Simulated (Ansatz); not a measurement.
Zr₂Sn: energy above lowest point against volume scale

Results calculated with Ansatz 0.2.0, not measured. Free energy against uniform scaling of the volume at fixed shape and fractions; periodic cell, basis, potentials, k mesh and filling as listed.

The cell before it is scaled or strained (space group P-62m, No. 189):
```
Zr2Sn
1.0
      5.6700     0.0000     0.0000
     -2.8350     4.9104     0.0000
      0.0000     0.0000     4.9688
Zr Sn
4 2
Direct
  0.64909 0.64909 0.50000
  0.00000 0.00000 0.00000
  0.00000 0.35091 0.50000
  0.35091 0.00000 0.50000
  0.66667 0.33333 0.00000
  0.33333 0.66667 0.00000
```

Settings of every row: functional PBEsol; dispersion none; potentials PAW; wave cutoff 500 eV; density cutoff 2000 eV; k mesh 5x5x5; k shift 0x0x0; occupations fermi dirac; smearing width 0.1 eV; spin none.

Limits: coarse k mesh, up to 40 meV an atom off; the cell comes from a prototype or a list of computed structures and needn't be the stable phase.

| row | volume scale | V (Å³/atom) | energy above lowest point (meV/atom) |
| --- | --- | --- | --- |
| 1 | 0.9406 | 21.687 | 0 |
| 2 | 0.9703 | 22.372 | ? |
| 3 | 1 | 23.057 | 17.3 |
| 4 | 1.0297 | 23.742 | 43.5 |
| 5 | 1.0594 | 24.426 | 79.3 |

Question: what energy above lowest point should row 2 give?

Worked fit of energy above lowest point. Take u = (V_r/V)^(2/3) − 1 with V_r = 23.399 Å³ an atom, which is twice the finite (Eulerian) strain; such expansions in the strain, on which the Birch-Murnaghan equation of state is built, carry the rest volume and the bulk modulus. The shown rows have u = 0.05196, 0.00986, -0.00965, -0.02823. Least squares give energy above lowest point = 29.1 − 1349 × u + 15186 × u² meV/atom; a straight line predicts inner rows, each left out in turn, worse (root mean square 15 against 0.069 meV/atom). All shown rows lie on it to the printed digit. Its lowest point lies at u = 0.0444, or V = 21.92 Å³ an atom, and the curvature there gives the bulk modulus at fixed shape and fractions, B = (4/9)(1 + u)² E″(u)/V = 108 GPa. Letting shape and atoms relax would as a rule lower it, by much in layered, chain or molecular crystals. The withheld row has u = 0.03037, so the fit gives 29.1 − 1349 × (0.03037) + 15186 × (0.03037)² = 2.1 meV/atom.

The calculation gave 2.1 meV/atom. The fit meets it to the printed digit.
